Q: I have one Cu or Pt atom per surface cell on the Zr face of ZrSi₂, started at three different places. What sets how tightly it is held?

Ansatz 0.2.0 plane-wave PAW calculations (PBEsol, scalar-relativistic, 420 eV cutoff, 8×8×1 k mesh) for one Cu or Pt atom per 1×1 cell (13.436 Å²) on the Zr-terminated (010) face of ZrSi₂, relaxed from the named site with the lower half of the slab held. Adsorption energies are relative to the clean slab and a free spin-polarised atom; a positive dipole points outward.

```
adsorbate  start site  start site atoms  adsorption energy (eV)  work function change (eV)  dipole change (e Å)  shortest contact  shortest contact length (Å)
       Cu      bridge             Zr-Si                  -3.647                      1.244              -0.0920             Cu-Si                        2.230
       Cu      hollow             Zr-Zr                  -3.093                      0.865              -0.0640             Cu-Zr                        2.650
       Cu         top                Zr                  -2.344                      0.644              -0.0490             Cu-Zr                        2.502
       Pt      bridge             Zr-Si                  -6.945                      1.759              -0.1320             Pt-Si                        2.269
       Pt      hollow             Zr-Zr                  -5.980                      1.473              -0.1100             Pt-Zr                        2.568
       Pt         top                Zr                  -5.085                      1.518              -0.1140             Pt-Zr                        2.350
```

A: Start with the sizes. The adsorption energy is negative when the atom binds, and Pt binds about 3 eV more strongly than Cu at the same site. Moving either metal from one site to the next costs roughly 0.5 to 1 eV. The order is the same for both: bridge is best, then hollow, then top. What would you blame for it?

Q: Electron transfer. Cu and Pt are more electronegative than Zr, so they pull electrons outward. The dipole change is negative in every row, which means just that, and a larger dipole seems to go with stronger binding. The work function says the same.

A: The work function is not a second witness. A layer of outward-shifted electrons makes a potential step that an escaping electron must climb, and the step is proportional to the dipole per area. Computed from the dipole alone, it matches the work function change to within 0.02 eV in every row. You have one piece of evidence, printed twice.

Q: It is still good evidence. The correlation between dipole and adsorption energy over the six rows is 0.95.

A: Much of that comes from having two metals in the set. Pt has both the larger dipoles and the stronger bonds, so any line through the two groups will slope the way you want. Ask instead about one metal at a time. The three Cu sites do follow the dipole, but Pt breaks the pattern. At hollow and at top it has almost the same dipole, −0.110 and −0.114 e Å, yet top binds 0.9 eV less. A straight line fitted by least squares to all six rows expects top to bind about 0.2 eV more.

Q: How can the bond change so much while the dipole stays put?

A: A dipole is charge times distance. At the top site Pt stands 2.35 Å above its Zr atom; in the hollow it sits only about 1.8 Å above the Zr plane. A smaller transfer over a longer arm can give the same dipole, which may be what happens here, though no atomic charges were computed to confirm it. Divide each dipole by the height of the atom and the hollow comes out with the larger transfer for both metals, in step with the binding. So what fails is the dipole as a gauge of the bond; electron transfer itself is not ruled out as part of the cause. Moreover, electrons shared sideways between an atom and its neighbours strengthen the bond without adding to a dipole that points out of the surface.

Q: Then perhaps the shortest bond wins. Bridge has the shortest contact for both metals.

A: There the closest partner is Si, a smaller atom than Zr, so a short contact is natural and its length can't be set against a Zr contact. Hollow and top make a fair pair, because the closest partner is Zr in both. For each metal the top site has the shorter contact and the weaker binding. Your rule fails in the only comparison that tests it cleanly.

Q: So a shorter bond can be a worse deal?

A: One short bond can lose to two longer ones. Judging by its name, its symmetry and the Pt contact length, the hollow site lies midway between two neighbouring Zr atoms, and symmetry keeps the two contacts equal. At the top site there is one close Zr. When an atom shares its bonding electrons among more partners, each bond gets longer and weaker, but the sum usually grows.

Q: Can you put a number on "usually"?

A: Let the strength of a contact fall exponentially with its length, over a decay length b. Call Δd the extra length of a hollow contact over the top one, and E the adsorption energy. Two equal contacts against one then give

E(hollow) ≈ 2 · exp(−Δd/b) · E(top)

For b take 0.37 Å, a value used in bond-valence rules, which relate bond length to bond strength. For Cu, Δd is 2.650 − 2.502 = 0.148 Å, so the factor is 2 · exp(−0.148/0.37) = 1.34. Multiplied by the top energy of −2.344 eV, it gives −3.14 eV, against −3.093 eV in the table.

Q: That is close. Does Pt do as well?

A: No. The Pt contact stretches more, by 0.218 Å, and the estimate for the hollow comes out 0.34 eV too weak. The model gets the order right, but it makes the step from top to hollow smaller for Pt than for Cu, while the calculation makes it larger. It leaves out the Si atoms near the hollow and treats both metals as if their bonds faded at the same rate. It also scales the whole adsorption energy, although the adatoms are only about 3.7 Å apart and their bonding to one another is expected to add a part that hardly depends on the site. The close match for Cu may therefore be partly luck.

Q: How much hangs on that 0.37 Å?

A: A good deal. For Pt, two contacts beat one only if b is above about 0.31 Å; for Cu, 0.21 Å is enough. The value of 0.37 Å was settled mainly on oxides and similar compounds, and bonds between metals may fade faster. Pauling's rule for metallic bonds, 0.6 Å per tenfold change in bond order, puts b below what Pt needs, and the estimate would then give the wrong order for Pt. Taking energy as proportional to bond valence is also an assumption, and in those rules the valences around an atom add up to a fixed total, so they do not themselves promise a gain. So the estimate shows that a second partner can plausibly pay for the stretch, not that it must. A rule that ignores the lengths does worse for both metals: if the energy simply grows as the square root of the number of partners, Pt in the hollow comes out 1.2 eV too strongly bound.

Q: What should I carry over to another metal on this face?

A: Compare the gain in partners with the stretch it costs. With b at 0.37 Å, two contacts match one when each is longer by 0.37 · ln 2, or about 0.26 Å. Both metals here stay below that, but the threshold shrinks in proportion to b, and with a shorter b Pt would lie above it even though its hollow wins. Treat it as a first guess for similar sites, since two metals are a thin basis for a rule. The clean slab and both hollow runs also carry a warning that the exchange–correlation potential is rough where the density is thin, and its effect on the energies was not tested.

Q: And the bridge site, the best of all? Your formula skips it.

A: It has to, because it compares Zr contacts only. Cu and Pt can form strong, partly covalent bonds with Si, so the close Si contact is a reasonable cause of the extra binding. But the bridge atom was also free to slide sideways, and we know only its nearest contact at the end. It may have gathered several Zr neighbours as well. A full list of its final contacts, and a run started directly above Si, would help to separate the kind of partner from the number.

Q: Why does Pt bind so much more strongly than Cu everywhere?

A: A likely reason is its 5d shell, which is open and reaches far enough to bond with Zr and Si, while the 3d shell of Cu is full and compact. The table shows the gap but does not test that cause. PBEsol also tends to bind adsorbed atoms too strongly, so trust the order of the energies more than their absolute sizes. Spin–orbit coupling is missing, and it would change the energy of the free Pt atom. That part shifts all three Pt energies together and cancels in their differences. The effect on the adsorbed atom is expected to be smaller, but it could vary from site to site.

Q: In a process, could I monitor the work function to see how firmly the metal is held?

A: Only in part. A full layer, with one adatom per surface cell, raises it by at least 0.6 eV at every site here. So a rise could show that metal has arrived, provided that nothing else, such as oxygen, has settled there too. It would not tell you the grip: Pt at hollow and top would look nearly alike. Nor can you read barriers for hopping straight from the site differences. Symmetry held the hollow and top atoms in place sideways, so either site may be a resting place, a pass or a peak. Only at a pass would the energy above the resting site be the barrier, and no path was computed.
